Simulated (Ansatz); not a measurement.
## HfN: energy above lowest point as volume scale varies

Results calculated with Ansatz 0.2.0, not measured. Free energy against uniform scaling of the volume at fixed shape and fractions; periodic cell, basis, potentials, k mesh and filling as listed.

The cell before it is scaled or strained (space group Fm-3m, No. 225):
```
HfN
1.0
      0.0000     2.2560     2.2560
      2.2560     0.0000     2.2560
      2.2560     2.2560     0.0000
Hf N
1 1
Direct
  0.00000 0.00000 0.00000
  0.50000 0.50000 0.50000
```

Settings of every row: functional LDA; dispersion none; potentials all-electron LAPW; k mesh 11x11x11; k shift 0x0x0; occupations fermi dirac; smearing width 0.1 eV; spin none.

Limits: coarse k mesh, up to 40 meV an atom off; odd electron count without spin; no spin-orbit coupling, which can matter with elements this heavy.

```
row  volume scale  V (Å³/atom)  energy above lowest point (meV/atom)
  1          0.94       10.793                                  11.9
  2          0.97       11.138                                     0
  3             1       11.482                                     ?
  4          1.03       11.826                                  33.9
  5          1.06       12.171                                    74
```

Question: what energy above lowest point should row 3 give?

Worked fit of energy above lowest point. Take u = (V_r/V)^(2/3) − 1 with V_r = 11.482 Å³ an atom, which is twice the finite (Eulerian) strain; such expansions in the strain, on which the Birch-Murnaghan equation of state is built, carry the rest volume and the bulk modulus. The shown rows have u = 0.04212, 0.02049, -0.01949, -0.03811. Least squares give energy above lowest point = 8.38 − 865.5 × u + 22509 × u² meV/atom; a straight line predicts inner rows, each left out in turn, worse (root mean square 21 against 0.25 meV/atom). The rows lie off it by 0.0, -0.1, 0.1, -0.1. Its lowest point lies at u = 0.0192, or V = 11.16 Å³ an atom, and the curvature there gives the bulk modulus at fixed shape and fractions, B = (4/9)(1 + u)² E″(u)/V = 298 GPa. The withheld row has u = 0, so the fit gives 8.38 − 865.5 × (0) + 22509 × (0)² = 8.4 meV/atom.

The calculation gave 8.3 meV/atom. The fit lies 0.1 meV/atom (0.14 % of the column's range) above it, one unit of the last digit.
